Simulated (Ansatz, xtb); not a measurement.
Two isomers of C4H5FO2Si

We compare X, `O=C1OCC=C1[SiH2]F`, a singlet, with Y, `C#CC(=O)O[Si@H](C)F`, a singlet. Both are isolated molecules in the gas phase, relaxed with B3LYP/def2-SVP; the shapes shown needn't be the lowest conformers.

X (Å):

```yaml
atoms:
  - { symbol: C, position_ang: [-1.1491, 1.0712, -1.3096] }
  - { symbol: C, position_ang: [-1.0894, 2.3449, 0.5893] }
  - { symbol: C, position_ang: [-0.2458, 1.1198, 0.7909] }
  - { symbol: C, position_ang: [-0.2766, 0.3665, -0.3222] }
  - { symbol: F, position_ang: [1.4009, -1.6215, 0.6960] }
  - { symbol: O, position_ang: [-1.4416, 0.7406, -2.4258] }
  - { symbol: O, position_ang: [-1.6021, 2.2269, -0.7280] }
  - { symbol: Si, position_ang: [0.5726, -1.2605, -0.6646] }
  - { symbol: H, position_ang: [-0.5047, 3.2787, 0.6797] }
  - { symbol: H, position_ang: [-1.9250, 2.4045, 1.3107] }
  - { symbol: H, position_ang: [0.2960, 0.9070, 1.7152] }
  - { symbol: H, position_ang: [-0.4131, -2.3409, -0.9136] }
  - { symbol: H, position_ang: [1.5393, -1.1388, -1.7834] }
```

Y (Å):

```xyz
13

C     0.1448   -4.3966   -0.1127
C     0.0004   -3.2053    0.0516
C    -0.2017   -1.7873    0.2966
C    -1.4563    1.3188   -0.7138
F     1.1625    1.1550   -1.8107
O    -0.8032   -1.3503    1.2516
O     0.3463   -1.0122   -0.6468
Si    0.2796    0.6993   -0.5296
H     0.2741   -5.4535   -0.2599
H     1.0006    1.1264    0.6882
H    -2.0696    0.9775    0.1343
H    -1.4753    2.4202   -0.7428
H    -1.9039    0.9412   -1.6471
```

Task: Estimate E(Y) − E(X) at the level CCSD(T)/def2-SVP + ΔMP2/def2-TZVPP.

Result: Not settled: CCSD(T)/def2-SVP + ΔMP2/def2-TZVPP gives E(Y) − E(X) = −3.3 kcal/mol, but this leans on the basis-set step: CCSD(T) alone gives −0.3 kcal/mol.

Level by level:

| level | geometry | E(Y) − E(X) (kcal/mol) | departure from the last row (kcal/mol) | job, with rough time for the two |
| --- | --- | --- | --- | --- |
| GFN2-xTB | GFN2-xTB | +10.5 | +13.8 | optimisation, 0.17 s |
| HF/STO-3G | GFN2-xTB | +25.5 | +28.8 | single point, 0.4 s |
| r2SCAN-D4/def2-SVP | GFN2-xTB | +6.4 | +9.7 | single point, 3.6 s |
| B3LYP/def2-SVP | B3LYP/def2-SVP | +1.5 | +4.8 | optimisation, 46 s |
| HF/def2-SVP | B3LYP/def2-SVP | 0.0 | +3.4 | part of the CCSD(T) run |
| MP2/def2-SVP | B3LYP/def2-SVP | −3.2 | +0.1 | part of the CCSD(T) run |
| CCSD(T)/def2-SVP | B3LYP/def2-SVP | −0.3 | +3.1 | single point |
| CCSD(T)/def2-SVP + ΔMP2/def2-TZVPP | B3LYP/def2-SVP | −3.3 |  | single point, 85 s |

As drawn, Y has 1 C≡C, 1 O–Si, 1 C–H in place of 1 C–O, 1 C–C, 1 C=C, 1 Si–H. Structure X has a 5-membered ring, Y no ring.

GFN2-xTB, HF/STO-3G, r2SCAN-D4/def2-SVP, B3LYP/def2-SVP put the two in the other order. HF/def2-SVP, CCSD(T)/def2-SVP find them nearly level. The largest departure from CCSD(T)/def2-SVP + ΔMP2/def2-TZVPP is that of HF/STO-3G, 28.8 kcal/mol. The last row adds to CCSD(T) the change of the MP2 difference between the two basis sets, here −3.1 kcal/mol, a large step that makes the value less sure.

With thermal terms from frequencies at re-optimised GFN2-xTB minima (ideal gas, soft modes damped towards free rotors, one conformer each, 298.15 K, 1 atm): on the last row, ΔE + ΔZPE = −4.2, ΔH = −2.9, ΔG = −5.8 kcal/mol.

The correlated steps freeze 12 core orbitals. Mirror images aren't counted in ΔG. Programs: Ansatz 0.2.0, xtb 6.7.1; the last row on 4 threads of Arm Neoverse V1 on a shared host.

The two isomers lie close in energy because large bonding contributions nearly cancel. Y gains a strong, polar Si–O bond, with silicon bound to the more electronegative oxygen rather than carrying a second hydride. Against this, it holds an alkyne, whose second π bond is costly compared with the σ bonds and conjugated C=C of the lactone in X.

The collapse of the Hartree–Fock difference from +25.5 to 0.0 kcal/mol probably reflects mainly the lack of polarisation functions on silicon and oxygen in the minimal basis, which penalises the Si–O bond. MP2/def2-SVP lands beside the final value seemingly by compensation: its overestimate of the correlation preference for Y is about as large as the missing basis-set step.

The thermal terms favour Y further, as expected for an open chain with softer torsions than a ring, so the free energy leans towards Y more than the electronic energy does. This lean says nothing about how readily the two interconvert, which would require extensive bond reorganisation.
